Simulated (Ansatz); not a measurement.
## Ag: pressure against volume per atom

All results are calculated (Ansatz 0.2.0 development build). Equation of state of a cubic crystal from periodic Kohn-Sham density functional theory without spin; pressure corrected for the finite basis.

Cell of the first row (space group Fm-3m, No. 225):
```
Ag
1.0
      0.0000     2.0170     2.0170
      2.0170     0.0000     2.0170
      2.0170     2.0170     0.0000
Ag
1
Direct
  0.00000 0.00000 0.00000
```

Settings of every row: formula Ag; structure type fcc; functional r2SCAN; spin treatment none; k mesh 14x14x14; occupation method fermi-dirac; occupation width 0.1 eV; wave cutoff 680 eV; datasets hand-made PAW; density cutoff ratio 4; xc grid level 2.

Limits: modest k-mesh, values are not fully converged in k; the SCF threshold is loose for a stress in some rows.

```csv
row,volume per atom (Å³),pressure (GPa),energy above lowest point (meV/atom)
1,16.412,6.464,16.93
2,16.947,2.408,2.34
3,17.483,?,?
4,18.018,-3.571,7.6
5,18.553,-5.746,23.29
```

Question: what pressure should row 3 give?

Worked fit of pressure. Take u = (V_r/V)^(2/3) − 1 with V_r = 17.483 Å³ an atom, which is twice the finite (Eulerian) strain; such expansions in the strain, on which the Birch-Murnaghan equation of state is built, carry the rest volume and the bulk modulus. The shown rows have u = 0.04304, 0.02098, -0.01989, -0.03883. Least squares give pressure = −0.8985 + 146.542 × u + 565.42 × u² GPa; a straight line predicts inner rows, each left out in turn, worse (root mean square 0.55 against 0.045 GPa). The rows lie off it by 0.008, -0.017, 0.019, -0.010 (root mean square 0.014 GPa). The pressure vanishes at u = 0.0060, or V = 17.33 Å³ an atom, and there the bulk modulus at fixed shape and fractions is B = −V dP/dV = (2/3)(1 + u) dP/du = 103 GPa. The withheld row has u = 0, so the fit gives −0.8985 + 146.542 × (0) + 565.42 × (0)² = -0.898 GPa.

The calculation gave -0.891 GPa. The fit lies 0.007 GPa (0.057 % of the column's range) below it; its largest miss of a shown row is 0.019 GPa.

The other values of row 3: energy above lowest point 0 meV/atom.
